Student: Our dot is parabolic and the field only stiffens the parabola. The answer is known, so why compare methods on it?

Lecturer: Because here every method can be audited. Take one electron in the plane, B along z, symmetric gauge, ωc = eB/m:

H = p²/2m + mω0²r²/2 + (ωc/2)Lz + mωc²r²/8.

Lz = ħl commutes with H. The diamagnetic term is ε·mω0²r²/2 with ε = ωc²/4ω0², so the frequency becomes sω0 with s = √(1+ε), and the Fock–Darwin levels are E = ħω0 s(2n+|l|+1) + ħωc l/2. With the InAs mass 0.026 mₑ (compiled value, Vurgaftman 2001) and an assumed ħω0 = 20 meV, ħωc/B = 4.453 meV/T and ε = 1 at 8.98 T. I use a weak case, ε = 9/16 (6.74 T, s = 5/4), and a strong one, ε = 3 (15.56 T, s = 2). In the weak case the model puts l = 0, −1, +1 at 25, 35 and 65 meV.

Student: And an in-plane force, a term −Fx?

Lecturer: Complete the square. The centre moves by F/mω0², a gauge change recentres the vector potential, and every level drops by exactly F²/2mω0² at any B: 3.66 meV for an assumed 10 kV/cm. All orders beyond the second vanish, so there is nothing to trade. The diamagnetic series never stops. Use units of ħω0 and x = mω0r²/ħ. For l = 0 the zero-field states are Lₙ(x)e^(−x/2), with Laguerre polynomials Lₙ and energies 2n+1. The perturbation is εW, W = x/2, with Wₙₙ = (2n+1)/2 and Wₙ,ₙ₊₁ = −(n+1)/2. For the ground state E₁ = W₀₀ = 1/2, E₂ = −W₀₁²/2 = −1/8 and E₃ = W₀₁²(W₁₁−W₀₀)/4 = 1/16, the coefficients of √(1+ε).

Student: Then the series is free. I read off binomial coefficients.

Lecturer: Only because you know the answer. We charge each method as if it didn't, one unit per multiplication or division. The Rayleigh–Schrödinger recursion, with cₙ(k) the order-k amplitude, c₀(0) = 1 and c₀(k>0) = 0, is

2n cₙ(k) = −[Wc(k−1)]ₙ + Σⱼ Eⱼ cₙ(k−j), Eₖ = W₀₁c₁(k−1) for k ≥ 2.

W moves n by one, so cₙ(k) vanishes for n > k and cannot reach E_K if n > K−k. For K = 2M that leaves M² amplitudes, each costing three products, one division and k−n convolution terms. Add 2K for the energies and the final sum:

W_series = 2M³/3 + 7M²/2 + 23M/6 ≈ K³/12, memory K²/4 + K.

The coefficients alternate and fall as 1/(2√π k^(3/2)). For 0 < ε ≤ 1 the deviation is below the first omitted term, roughly ε^(K+1)/(2√π (K+1)^(3/2)). The branch point at ε = −1 sets the radius: convergence for |ε| ≤ 1, divergence beyond.

Student: Nothing happens to the dot at 8.98 T. I don't accept losing the method to an imaginary field.

Lecturer: Then keep the coefficients and resum them as the Padé approximant [M/M]. Since s = 1 + ε/(1+s), iterate r → 1 + ε/(1+r). The ratio u = (r−s)/(r+s) then obeys u → −tu with t = (s−1)/(s+1). From r = 1, where u = −t, 2M steps give a ratio of polynomials of degree M with u = −t^(2M+1). That agrees with s through order ε^(2M), so it is [M/M], and

[M/M] − s = −2s t^(2M+1)/(1 + t^(2M+1)).

Here |t| < 1 for all ε > −1, and our cases have t = 1/9 and 1/3. Done blind, the denominator needs an M×M elimination, M³/3 + M² − M/3, the numerator M(M+1)/2, and the quotient one division: W_Padé = M³ + 5M² + 4M + 1, with M² more numbers stored.

Student: I would simply diagonalise.

Lecturer: In the first N states. The exact amplitudes are cₙ = √(1−t²) tⁿ, as substitution into any row of the matrix shows. Let d be the normalised lowest eigenvector of the truncated matrix, with eigenvalue E_N. Evaluate c·Hd acting left and acting right; only the coupling out of the basis differs:

E_N − s = (εN/2) d_(N−1) c_N/(c·d).

At large n the recurrence has solutions tⁿ and t⁻ⁿ. The condition d_N = 0 admixes the second, so d_(N−1) ≈ (1−t²)c_(N−1), while c·d ≈ 1. With ε = 4t/(1−t)²,

E_N − s ≈ 2N(1+t)² t^(2N),

positive, as a variational bound must be. The matrix is tridiagonal, so its determinant and the derivative follow from three-term recursions at 4N products. A Newton step costs 4N+1 and the setup 2N+2. A step maps the distance e = E_N − E to Se²/(1+Se), where S sums 1/(λ−E) over the higher eigenvalues λ. Starting from 1 + ε/2, three steps in the weak case and five in the strong one bring e below 10⁻¹¹ for the largest bases listed. So W_basis = 14N+5 or 22N+7, memory 2N.

Student: The same factor t² per step as Padé, but linear work against cubic.

Lecturer: Yes. For a deviation δ the basis works as ln(1/δ), and Padé and the series as its cube, the series gaining only ln(1/ε) per order where Padé gains ln(1/t). Here are the ground-state deviations from s, as magnitudes in ħω0. Even-order sums and Padé lie below s, the basis above.

Method, work, weak, strong
series K=2, 8, 8.3×10⁻³, 0.625
series K=4, 27, 1.1×10⁻³, 2.1
series K=6, 61, 2.0×10⁻⁴, 10
series K=8, 114, 4.2×10⁻⁵, 61
series K=14, 427, 5.9×10⁻⁷, 1.9×10⁴
Padé M=1, 11, 3.4×10⁻³, 0.14
Padé M=2, 37, 4.2×10⁻⁵, 1.6×10⁻²
Padé M=3, 85, 5.2×10⁻⁷, 1.8×10⁻³
Padé M=4, 161, 6.5×10⁻⁹, 2.0×10⁻⁴
Padé M=5, 271, 8.0×10⁻¹¹, 2.3×10⁻⁵
Padé M=7, 617, 1.2×10⁻¹⁴, 2.8×10⁻⁷

Basis, work weak, weak, work strong, strong
N=2, 33, 7.4×10⁻⁴, 51, 8.5×10⁻²
N=3, 47, 1.4×10⁻⁵, 73, 1.4×10⁻²
N=4, 61, 2.3×10⁻⁷, 95, 2.1×10⁻³
N=5, 75, 3.5×10⁻⁹, 117, 2.9×10⁻⁴
N=6, 89, 5.2×10⁻¹¹, 139, 3.9×10⁻⁵
N=8, –, –, 183, 6.5×10⁻⁷

The asymptotic form gives 2.29×10⁻⁷ against 2.28×10⁻⁷ at N = 4, weak, and 6.6×10⁻⁷ at N = 8, strong.

Student: So the basis always wins.

Lecturer: Read the top rows. Among even K, diagonal Padé and the basis, the cheapest choices in the weak case are the series at K = 2 (8) for 10⁻², Padé M = 2 (37) for 10⁻⁴, against 47 and 114, and the basis N = 4 (61) for 10⁻⁶, against 85 and 427. In the strong case the series is out. For 10⁻² Padé M = 3 (85) stands against N = 4 (95); for 10⁻⁴ take N = 6 (139) against 271; for 10⁻⁶ take N = 8 (183) against 617, storing 16 numbers against 112.

Student: 37 against 47 hangs on your bookkeeping.

Lecturer: Agreed. The counts are nominal, so treat that, 85 against 95 and 61 against 85 as near ties. Now fix the budget. With 40 operations Padé M = 2 is best at both fields. With 100, N = 6 beats Padé M = 3 by four orders of magnitude in the weak case, while in the strong case M = 3 and N = 4 tie. With 200 in the strong case, N = 8 gives 6.5×10⁻⁷ where M = 4 gives 2.0×10⁻⁴.

Student: I scan the field, though.

Lecturer: That reverses it. The coefficients don't depend on ε, so each further field costs Padé only 2M+1. A hundred fields near the strong one at 10⁻⁶ cost 617 + 99×15 = 2102, given enough digits for the elimination. The basis costs 18300, or 8400 if two warm-started Newton steps per field suffice. For l = ±1 the series and Padé deviations just double, and the basis keeps the factor t² per state.

Student: How many digits does InAs deserve?

Lecturer: Few. The weak-case diamagnetic shift is the model's 5 meV. With a typical bulk g of about −15, usually smaller in magnitude in a dot, spin adds ±|g|μB B/2 = ±2.9 meV, exactly additive only without spin–orbit coupling. Nonparabolicity is worse. The two-band relation E(1+E/Eg) = ħ²k²/2m gives an in-plane mass m(1+2E/Eg). With the gap 0.417 eV (compiled value, Vurgaftman 2001) and an assumed vertical confinement energy of 0.1 eV, that factor is 1.48. At fixed ħω0, ε goes as 1/m², so it falls by 2.2. The band-edge mass thus overestimates the diamagnetic shift of a tightly confined dot, typically by about a factor of two. For that physics 10⁻² ħω0 = 0.2 meV is ample: second order at 6.74 T, and Padé M = 3 or four basis states at 15.56 T.